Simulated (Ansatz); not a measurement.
Redistribution: C2H3F + C2H2F3I → C2H2FI + C2H3F3

Species: C2H3F `C=CF`, singlet; C2H2F3I (1,1,1-trifluoro-2-iodoethane) `FC(F)(F)CI`, singlet; C2H2FI `C=C(F)I`, singlet; C2H3F3 (1,1,1-trifluoroethane) `CC(F)(F)F`, singlet. The partners trade H for I; both sit on C, so the bond types are kept.

Shapes, held fixed at every level: PBE0-D4/def2-TZVP. Programs: Ansatz 0.2.0. The zero-point and thermal change to 298 K, harmonic and unscaled (PBE0-D4/def2-TZVP), is -1.2 kJ/mol.

(1) Estimate ΔH(298 K) of this reaction.

Answers

(1) The highest level, CCSD(T)/def2-TZVPP, gives ΔH(298 K) = -11.3 kJ/mol; the levels span -19.4 to -9.7. The column of differences is taken from that level and isn't an error. No measured value is set beside it here. For atoms past krypton def2 sets carry core potentials with scalar relativity. Correlated rows may include outer-core shells of I, which these sets cover unevenly. Times are processor times on shared x86 and Arm servers, and rough.

```csv
level,kind,ΔH(298 K) (kJ/mol),less CCSD(T)/def2-TZVPP,CPU time (sum over the molecules)
PBE-D4/def2-TZVPP,GGA,-19.4,-8.1,17 s
r2SCAN0-D4/def2-TZVPP,global hybrid,-15.7,-4.4,32 s
wB97M-V/def2-TZVPP,range-separated hybrid,-12.3,-1.0,70 s
wB97X-V/def2-TZVPP,range-separated hybrid,-12.7,-1.4,51 s
CCSD(T)/def2-SVP,coupled cluster or CI,-11.2,+0.1,51 s
CCSD/def2-TZVPP,coupled cluster or CI,-9.7,+1.6,–
CCSD(T)/def2-TZVPP,coupled cluster or CI,-11.3,0.0,22 min
```

The exchange is modestly exothermic at every level, and the thermal term of -1.2 kJ/mol is too small to account for that, so the preference is mainly electronic. Because bond types are conserved, the enthalpy reflects how the substituents interact rather than a net gain in bonds. In the reactant iodide, the strongly withdrawing CF3 group sits beside a polarisable C–I bond, with vicinal fluorine–iodine repulsion; replacing iodine by hydrogen removes both. In the product alkene, iodine sits on an sp2 carbon, where its lone pairs can donate weakly into the π system. Relief of strain and polar repulsion in the iodide is probably the larger part, since the stronger sp2 C–I bond is offset by the loss of a similarly strengthened C–H bond.

PBE-D4 exaggerates the exothermicity most, possibly by overstabilising the delocalised haloalkene, while both range-separated hybrids lie close to CCSD(T). The direction of the exchange is therefore well supported, but the total enthalpy can't apportion the driving force between the two iodides.
